A vibration can be dark in the infrared although its atoms carry large charges. In ordered ScAl₃N₄, one level holds about 97 % of the infrared intensity listed below, three others share the remaining 3 %, and three more have none. For anyone who reads film spectra, the useful skill is to tell which vibrations such a spectrum must hide. Row 8 is a test: how many modes does it hold, how bright are they, and where do they lie?

Zone-centre optical phonons of ordered ScAl₃N₄ (P-43m, 8 atoms, a = 4.529 Å), with atoms at rest in the given cell and zero macroscopic field. Each row is one degenerate level, with the intensity summed over it. Calculated with Ansatz 0.2.0 using PBE, scalar-relativistic PAW, a 420 eV cutoff and a 6×6×6 k mesh, refined for the field response.

```
row  phonon frequency (cm⁻¹)  degeneracy  infrared intensity ((D/Å)²/amu)
  1                    268.0           3                            0.491
  2                    329.2           3                                0
  3                    499.6           3                             1.42
  4                    569.2           3                                0
  5                    583.6           3                              204
  6                    592.2           3                             4.84
  7                    644.2           2                                0
  8                        ?           ?                                ?
```

The degeneracy is the number of independent vibrations that share a frequency. The infrared intensity measures the squared dipole change as the atoms move, divided by the moving mass. The crystal is a zinc-blende nitride in which Sc and Al occupy the metal sites in a regular order, so each N atom has one Sc and three Al neighbours.

**Count first**

Eight atoms can move in 24 independent ways, and three of these merely shift the whole crystal. That leaves 21 vibrations, of which the known rows account for 20. Row 8 must therefore be a single mode.

A single mode must also be dark. In a cubic crystal x, y and z are equivalent, so a vibration that makes a dipole along x has equal partners along y and z. Bright levels thus come in threes. The converse fails: rows 2 and 4 are triplets, yet their symmetry (called T₁) forces the dipoles to cancel.

Group theory also gives the motion in row 8. The four N atoms around each Sc move straight outwards and inwards together, while all metal atoms rest. Methane has the same breathing mode, with four H atoms around C, and there too it is dark in the infrared. The likeness covers symmetry only, because each N is also held by three Al atoms and the frequency can't be carried over.

Small charges are not the reason for the darkness. The summed intensity of the known rows corresponds to an effective charge of about 2.7 elementary charges an atom, if all atoms are given the same magnitude. This is close to the formal charge of 3 on each ion. The N atoms in row 8 carry such charges too, but their four dipoles add up to zero.

**Then estimate the frequency**

Suppose for a moment that Sc and Al were identical. The crystal would then have three equal waves, along x, y and z, in which only N moves and neighbouring layers of N move in opposite directions. Combined in step, the three waves give the breathing mode of row 8. The two other combinations give the doublet of row 7, in which N moves sideways to its Sc neighbour. With identical metals the two rows would coincide, so row 7 is the natural starting value and only the difference between Sc and Al can part them.

The size of that parting has to be guessed. Two other pairs, rows 1 and 2 and rows 4 and 6, would probably also coincide if the metals were alike. This pairing is an argument from symmetry and closeness, since no displacement patterns are given, and row 6 may be mixed with its close neighbour, row 5. The pairs are split by 61 and 23 cm⁻¹, and their mean serves both as the shift and as its error:

(61.2 + 23.0) / 2 = 42.1 cm⁻¹

644.2 + 42.1 = 686.3 cm⁻¹

The upward direction doesn't come from the physics. It rests on the order of the rows, which rise in frequency from 1 to 7. The forecasts for row 8 are:

- degeneracy 1, exact
- infrared intensity 0, exact by symmetry
- frequency 686 cm⁻¹, range 644 to 728 cm⁻¹

The withheld rows as computed:

```
row  phonon frequency (cm⁻¹)  degeneracy  infrared intensity ((D/Å)²/amu)
  8                    697.3           1                                0
```

**What held and what didn't**

The degeneracy and the zero intensity are as forecast, as they had to be: both follow from counting and symmetry. The frequency lies 11 cm⁻¹ above the forecast and well inside the range. Measured against what was really guessed, the error is less flattering. The true gap to row 7 is 53 cm⁻¹, so the assumed shift was about a fifth too small. One hit of this kind supports the scale of the guess, but it doesn't prove the pairing behind it.

The direction deserves more thought, because a simple argument from bond lengths gets it wrong. The Sc–N bond is longer than the Al–N bond, 2.06 against 1.93 Å, and longer bonds are often softer. The breathing mode stretches mainly the Sc–N bond and changes the Al–N bonds less, whereas the sideways motion of row 7 stretches only Al–N bonds. If bond stretching were all that counted, a softer Sc–N bond would put row 8 below row 7, and the calculation puts it above.

Stretching springs alone would give the right order only if the Sc–N spring were the stiffer one, and the computed gap only if it were about 1.2 times as stiff as the Al–N spring. That ratio assumes ideal tetrahedral angles; the unequal bonds distort the angles a little, which is expected to raise it. Nor should it be read as a bond stiffness, because the same springs fail elsewhere. With their strength set on row 7, and again with ideal angles, they make the sum of the squared frequencies of rows 2 and 4 about 46 % too large. They leave out the forces that resist changes of bond angle and the long-range forces between charges.

Angle forces offer another possible reason for the order. The breathing mode leaves the N–Sc–N angles unchanged, while the sideways motion bends them. If Sc resists bending less than Al does, row 7 drops and row 8 doesn't. 
The long-range forces are a third candidate, and here the same calculation gives a hint. Its Born charges, which measure the dipole made when an atom moves, are about 2.91 elementary charges in size for N moving along its Sc–N bond and 2.59 for N moving sideways. In both rows the field of the displaced charges is expected to pull the N atoms back, and this pull grows with the square of the charge. That should lift row 8 more than row 7. How much of the gap comes from this, and how much from a stiff Sc–N stretch or an easy bend at Sc, isn't settled; the force constants of the crystal would help to separate them.

**What to do with it**

Before a spectrum of an ordered crystal is assigned, the modes should be counted and the dark ones marked. An absent infrared line at the frequency of row 7 or row 8 is no evidence against this ordered structure. Raman scattering is the place to look for both, since symmetry allows them there, although their Raman strength was not calculated.

Rows 1, 3 and 6 owe their weak intensity to the presence of two kinds of metal. With identical metals these levels would in essence be dark, because the dipoles of neighbouring layers would cancel; the difference between Sc and Al leaves a small remainder. A random mixture of Sc and Al is expected to brighten such vibrations too, though in broader bands, so weak lines alone don't prove the order. Row 6 is the hardest of the three to read. It lies only 9 cm⁻¹ above the very strong row 5 and may borrow its brightness from there.

When lines are matched to a measurement, the pattern is worth more than the absolute position. PBE, the density functional used here, commonly gives frequencies a few per cent too low, and at row 8 that is some tens of cm⁻¹, comparable with its gap to row 7. The frequencies hold for zero macroscopic field, so the longitudinal partner of the bright row 5, which lies higher, is not in the table. Only the zone centre of the given ordered cell was calculated, so the stability of this structure isn't shown. The analysis printed below gives the mode count, the estimate and the spring test line by line.

Numerical output:

```
optical modes expected for 8 atoms: 21
modes in the seven known rows: 20
forecast degeneracy of row 8: 1
summed infrared intensity of known rows in (D/A)^2/amu: 210.8
share of row 5 in that sum in percent: 96.8
mass-weighted effective charge behind the sum in elementary charges: 2.696
forecast infrared intensity of row 8 in (D/A)^2/amu: 0
splitting of rows 1 and 2 in cm-1: 61.2
splitting of rows 4 and 6 in cm-1: 23
mean splitting used as shift and as error in cm-1: 42.1
forecast frequency of row 8 in cm-1: 686.3
lower end of the range in cm-1: 644.2
upper end of the range in cm-1: 728.4
T1 sum of squares from springs set on row 7 divided by the table value: 1.458
computed degeneracy of row 8: 1
computed infrared intensity of row 8 in (D/A)^2/amu: 0
computed frequency of row 8 in cm-1: 697.3
forecast less computed frequency of row 8 in cm-1: -11
computed frequency of row 8 less row 7 in cm-1: 53.1
same difference in percent of row 7: 8.243
Sc-N to Al-N spring ratio that stretching alone would need: 1.229
```
